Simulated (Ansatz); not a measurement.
## Doping Ge for thermoelectric use, calculated with Ansatz

Space group Fd-3m (No. 227), 2 atoms in the cell of the first input below: a = 4.002 Å, b = 4.002 Å, c = 4.002 Å, α = 60.00°, β = 60.00°, γ = 60.00°.

The cell was built from a prototype of a structure type listed for this element, at its measured volume, taken without relaxation (pressure 0.6 GPa with this functional, without spin–orbit coupling). Functional: r2SCAN.

Spin–orbit coupling is left out. Kohn–Sham gap between the band edges found on a fine mesh: 0.43 eV.

Masses are left out for all bands: curvatures from levels and from slopes, or those of degenerate partners, don't bear each other out.

The states of the whole zone with their velocity products:

```yaml
crystal:
  lattice:
    - [0.0, 2.8300005411, 2.8300005411]
    - [2.8300005411, 0.0, 2.8300005411]
    - [2.8300005411, 2.8300005411, 0.0]
  atoms:
    - { symbol: Ge, position: [0.5, 0.5, 0.5] }
    - { symbol: Ge, position: [0.75, 0.75, 0.75] }
basis:
  ecutwfc: 500
  ecutrho_ratio: 4
kpoints:
  mp_grid: { grid: [10, 10, 10] }
hamiltonian:
  xc: r2scan
scf:
  occupations: { method: gaussian, width: 0.05 }
output:
  forces: true
  stress: true
  eigenvalues: true
  states_by_energy: { minimum_broadening: 0.025 }
```

```bash
ansatz run input.yaml --threads 4 --pin off --max-ram 9216MiB --backend cpu --events-out ev --progress --plain --runs-dir out
```

Time: 76 s on 4 threads of Arm Neoverse V2 (shared host), peak memory 1.1 GiB.

From that table, at a constant relaxation time τ with Fermi–Dirac weights and rigid bands:

| T (K) | doping (cm⁻³) | μ − E_F (eV) | σ_xx/τ (10²⁰/Ω m s) | S_xx (μV/K) | Lorenz (10⁻⁸ V²/K²) | ħω_p,xx (eV) |
| --- | --- | --- | --- | --- | --- | --- |
| 300 | n 1e19 | 0.248 | 0.024 | -223 | 1.92 | 0.342 |
| 300 | p 1e19 | -0.209 | 0.0122 | 267 | 1.87 | 0.245 |
| 300 | n 1e20 | 0.371 | 0.219 | -76 | 2.22 | 1.034 |
| 300 | p 1e20 | -0.310 | 0.117 | 101 | 2.13 | 0.757 |
| 300 | n 1e21 | 0.694 | 1.5 | -31 | 2.42 | 2.708 |
| 300 | p 1e21 | -0.631 | 0.95 | 25 | 2.41 | 2.156 |
| 600 | n 1e19 | 0.188 | 0.0224 | -312 | 2.06 | 0.331 |
| 600 | p 1e19 | -0.138 | 0.0117 | 350 | 2.39 | 0.239 |
| 600 | n 1e20 | 0.352 | 0.209 | -139 | 2.13 | 1.012 |
| 600 | p 1e20 | -0.286 | 0.113 | 170 | 1.96 | 0.743 |
| 600 | n 1e21 | 0.680 | 1.46 | -62 | 2.43 | 2.673 |
| 600 | p 1e21 | -0.624 | 0.941 | 51 | 2.33 | 2.146 |
| 900 | n 1e20 | 0.315 | 0.195 | -194 | 2.25 | 0.978 |
| 900 | p 1e20 | -0.247 | 0.109 | 216 | 2.10 | 0.730 |
| 900 | n 1e21 | 0.658 | 1.41 | -91 | 2.41 | 2.627 |
| 900 | p 1e21 | -0.613 | 0.926 | 75 | 2.23 | 2.129 |

2 rows with a Lorenz number over 3 are left out: with so small an uncorrected gap, carriers of both signs are excited across it there.

Problem. Which of the dopings listed at 300 K has the largest power factor S²σ/τ along x?

Solution. n 1e19: 1.2, p 1e19: 0.87, n 1e20: 1.3, p 1e20: 1.2, n 1e21: 1.5, p 1e21: 0.61 (10¹¹ W/m K² s), so n 1e21 cm⁻³, if τ is the same for all.

Caveats: melting, decomposition and changes of phase at these temperatures weren't checked; no scattering is computed, and the gap isn't corrected.

At every temperature, heavier doping raises σ/τ and lowers the magnitude of the thermopower: as the chemical potential moves into a band, the states on either side of it contribute more evenly. The Lorenz numbers at the heaviest doping accordingly lie near the metallic limit. The rise to 2.39 for p 1e19 at 600 K, above the value for p 1e20, instead suggests the onset of bipolar transport.

Electrons give the larger σ/τ at each doping, as expected for germanium's several equivalent conduction valleys with small transverse masses. Holes have the larger thermopower except at the heaviest doping. Part of that advantage is probably artificial, since spin–orbit coupling would lower the split-off band and reduce the density of states at the valence edge.

The lead of n 1e21 in power factor is modest, and stronger impurity scattering would probably move the optimum to lighter doping. A high power factor would not by itself make germanium an efficient thermoelectric, because its lattice conducts heat well.
